# Squeezing boron nitride sheets while moving them apart

Hexagonal boron nitride is a stack of flat sheets. Inside a sheet each atom has three strong B–N bonds, while the sheets hold each other only weakly. Here the crystal is deformed at constant volume, so squeezing the sheets in their plane moves them apart. Seven deformed cells and the starting cell have been computed with the r2SCAN functional. What will the energy, the pressure and the gap be at an axial ratio of 1.3?

Hexagonal BN (P6_3/mmc, a = 2.501 Å and c = 6.874 Å at ratio 1) is deformed along c at a fixed 9.31 Å³ per atom, with fractional coordinates fixed. The calculations use Ansatz 0.2.0 with r2SCAN, plane-wave PAW, scalar-relativistic, no spin polarisation, 500 eV cutoff, 12×12×4 k mesh and 0.05 eV Gaussian smearing. Energies are relative to ratio 1; pressure is positive in compression.

```
axial ratio (over its starting value)  energy change (meV/atom)  pressure (GPa)  gap on mesh (eV)
                                  0.8                     324.6          -41.99             4.275
                                 0.85                     177.3          -32.59             4.446
                                 0.92                      48.4          -18.07             4.638
                                 0.96                      11.9           -9.21             4.782
                                    1                       0.0           -0.01             4.888
                                 1.05                      17.3           11.88             5.022
                                  1.1                      67.7           24.14             4.958
                                  1.2                     257.4           49.51             4.581
                                  1.3                         ?               ?                 ?
```

## Two lengths, one setting

The axial ratio r is the height-to-width ratio c/a of the cell, relative to its starting value. Because the volume, proportional to a²c, is fixed, a changes as r^(−1/3) and c as r^(2/3). From r = 1 to 1.2 the B–N bond shrinks from 1.44 to 1.36 Å, while the layer spacing grows from 3.44 to 3.88 Å. The natural measure of the deformation is x = ln r, since equal steps in x change each length by equal factors.

## Which of the two costs energy?

The pressure column gives a first answer. It is positive when the crystal pushes outwards, and it is positive above r = 1, where the layers are far apart but the bonds are short. It therefore follows the bonds.

Mechanics makes this quantitative. A small step dx shortens both in-plane directions by dx/3 and lengthens the stacking direction by 2dx/3, in relative terms. With E the energy per atom and V the volume per atom, the work done gives

dE/dx = (2/3) V (in-plane pressure − pressure across the layers).

The tabulated pressure p is the average over the three axes, two of which lie in the plane. Inserting this average leaves

dE/dx = V (p − pressure across the layers).

If the layers hardly pushed or pulled on each other, the mean pressure would simply be the slope of the energy divided by the volume. Any difference between the two is the stress across the layers. The slope is taken here from a smooth curve fitted to the energies, so a small difference also carries the error of that curve.

At r = 1.2 the in-plane pressure comes out near 75 GPa, while the layers pull on each other with only about 1 GPa. At r = 0.8, where they are pushed together, they resist with a little over 5 GPa, which supplies 7 to 8 % of the energy slope. The rest comes from the stretched sheets. The energy curve is thus mostly that of the B–N bonds.

The small stress across the layers has a familiar shape. Electron clouds pushed into each other repel steeply, whereas a weak attraction can resist separation only weakly. r2SCAN lacks the long-range part of that attraction, so this small stress is less trustworthy than the large in-plane one.

## A spring that hardens

For an ideal spring the energy would grow as x², and energy divided by x² would be constant. Instead it rises from about 6500 meV/atom at r = 0.8 to 7700 at r = 1.2. The usual reason is the shape of a bond's energy curve, which is steeper towards short distances than towards long ones.

The starting cell nevertheless costs more to take to 0.8 than to 1.2. Those two settings are not equal strains: the first lengthens the bond by 0.11 Å, the second shortens it by only 0.085 Å.

The simplest hardening spring adds one term in x³. Fitted to the eight known rows, it reads

E ≈ 7193 x² + 3013 x³ (meV/atom).

At r = 1.3, x is 0.2624. The spring term gives 495 meV/atom and the hardening term adds 54, together about 550. This row took no part in the fit. A second minimum would need some new source of binding, and sheets that move apart meet no new neighbours.

## Why the gap turns round

The gap widens up to r = 1.05 and then narrows, although the bonds shorten steadily. A gap is the smallest energy difference between any filled and any empty state. If one such difference grows and another shrinks, the gap follows the first until they cross, and then the second. Two straight lines in x describe the known rows well and meet near r = 1.07.

The rising line is plausible, because shorter bonds push antibonding states up. Weaker overlap between the separating sheets is expected to help, since it narrows the spread of the band energies. For the falling line, a likely candidate is an empty state that lies mostly between the sheets. Such a state gains little from strong bonds and drops when it has more room. The calculation lists no band characters, so this assignment remains a guess.

## The forecasts for r = 1.3

- **Energy:** still rising, with no second minimum; about 550 meV/atom, range 540 to 560.
- **Pressure:** positive and still growing; about 75.5 GPa, range 74 to 77. The value comes from a curve with terms in x and x², fitted to the known rows.
- **Gap:** still open and narrower than at 1.2; about 4.2 eV, range 3.9 to 4.4.

The ranges are judgements about extrapolation, wider than the scatter of the energy and pressure fits. The gap is the least secure, since only two rows define its falling line. Its range reaches further down because another crossing of bands could only make the gap smaller.

## The computed values

The withheld rows as computed:

```
axial ratio (over its starting value)  energy change (meV/atom)  pressure (GPa)  gap on mesh (eV)
                                  1.3                     552.2           75.70             4.266
```

All three values lie within their ranges. The energy is about 2 meV/atom above the forecast, the pressure 0.2 GPa above, and the gap about 0.07 eV above. The printed output after this text gives the misses of the unrounded fits.

## What the energy miss reveals

The energy miss is small, but it is several times what the fit showed when known rows were left out in turn. The work relation shows what the slope of the fitted curve lacked. Between r = 1.2 and 1.3 the energy rises by 552.2 − 257.4 = 294.8 meV/atom.

How much of this does the mean pressure explain? The average of its two end values is (49.5 + 75.7)/2 = 62.6 GPa, and the bend of the pressure curve lowers it by 0.2. Multiplied by 9.31 Å³ and by the step of 0.080 in x, 62.4 GPa gives about 290 meV/atom (1 GPa Å³ is 6.24 meV). The remaining 5 meV/atom correspond to layers that still pull on each other with roughly 1 GPa.

The stress computed directly for r = 1.3 agrees, with a pull of 0.95 GPa.

The slope of the fitted energy curve at r = 1.3 equals the volume times the pressure almost exactly, which leaves no room for this pull. The slope is therefore too small, and the near-zero stress across the layers that the output prints for this row is a product of the extrapolation. Whether the curve misjudged the layers or the further hardening of the bonds can't be told from the total energy alone. A smooth curve dominated by strong bonds is a poor guide to a weak force hidden beneath them.

## What the gap reveals

From 1.1 to 1.2 the gap fell by 0.38 eV, and from 1.2 to 1.3 by 0.32 eV. A simple rounded maximum, such as a parabola, would have fallen faster in the second step. The new row therefore favours the picture of two crossing lines, though it doesn't identify the states involved. The gaps themselves are probably too small, as is usual for this kind of functional, and the k mesh can miss the true band edges.

## Using the result

The pressure is no setting for a press. At r = 1.3 it averages a huge in-plane compression with a slight pull across the layers, whereas a fluid would push equally from all sides and bring the layers together.

The energies above r = 1 also belong to sheets that are kept flat by symmetry. A real sheet under such compression might buckle and lower its energy, which this scan can't test.

For another layered crystal deformed in the same way at fixed volume, the useful first step is to compare the energy slope, divided by the volume, with the mean pressure. Where the two nearly agree, the sheets carry the load, and their bonds set the trend.

Numerical output:

```
fit of energy_change on 8 rows: coefficient of x**2 7193 +/- 3.2, coefficient of x**3 3013 +/- 16; rms 0.156, worst 1.1 0.254, leave-one-out rms 0.305
  rows outside the fit (model, value, miss): 1.3 549.6, 552.2, -2.63
fit of pressure on 8 rows: coefficient of x 234 +/- 0.057, coefficient of x**2 205.5 +/- 0.31; rms 0.0165, worst 1.1 0.0277, leave-one-out rms 0.0409
  rows outside the fit (model, value, miss): 1.3 75.54, 75.7, -0.165
fit of gap_on_mesh on 8 rows: constant 4.886 +/- 0.0051, coefficient of x 2.746 +/- 0.044, coefficient of (x - s + abs(x - s))/2 -7.081 +/- 0.15, s 0.0685; rms 0.00773, worst 0.92 0.0192, leave-one-out rms 0.487
  rows outside the fit (model, value, miss): 1.3 4.234, 4.266, -0.032
Geometry and the two stresses (positive in compression):
   row  B-N bond in Å  layer spacing in Å  in-plane pressure in GPa  pressure across layers in GPa
   0.8          1.555               2.962                    -65.74                          5.512
  0.85          1.524               3.084                    -50.65                          3.539
  0.92          1.485               3.251                    -27.85                          1.493
  0.96          1.464               3.345                    -14.13                         0.6378
   1.0          1.444               3.437                     -0.01                          -0.01
  1.05          1.421               3.551                     18.11                        -0.5701
   1.1          1.399               3.662                     36.65                        -0.8705
   1.2          1.359               3.881                     74.67                        -0.8008
   1.3          1.323               4.094                     113.5                        0.03527
Energy over squared log ratio at 0.8, meV/atom: 6519
Energy over squared log ratio at 1.2, meV/atom: 7743
Share of the energy slope from stress across the layers at 0.8, percent: 7.736
Energy at 1.3 from the spring term alone, meV/atom: 495.2
Pressure at 1.3 from the energy slope if the layers carry no stress across, GPa: 75.66
Axial ratio at which the two gap branches meet: 1.071
```
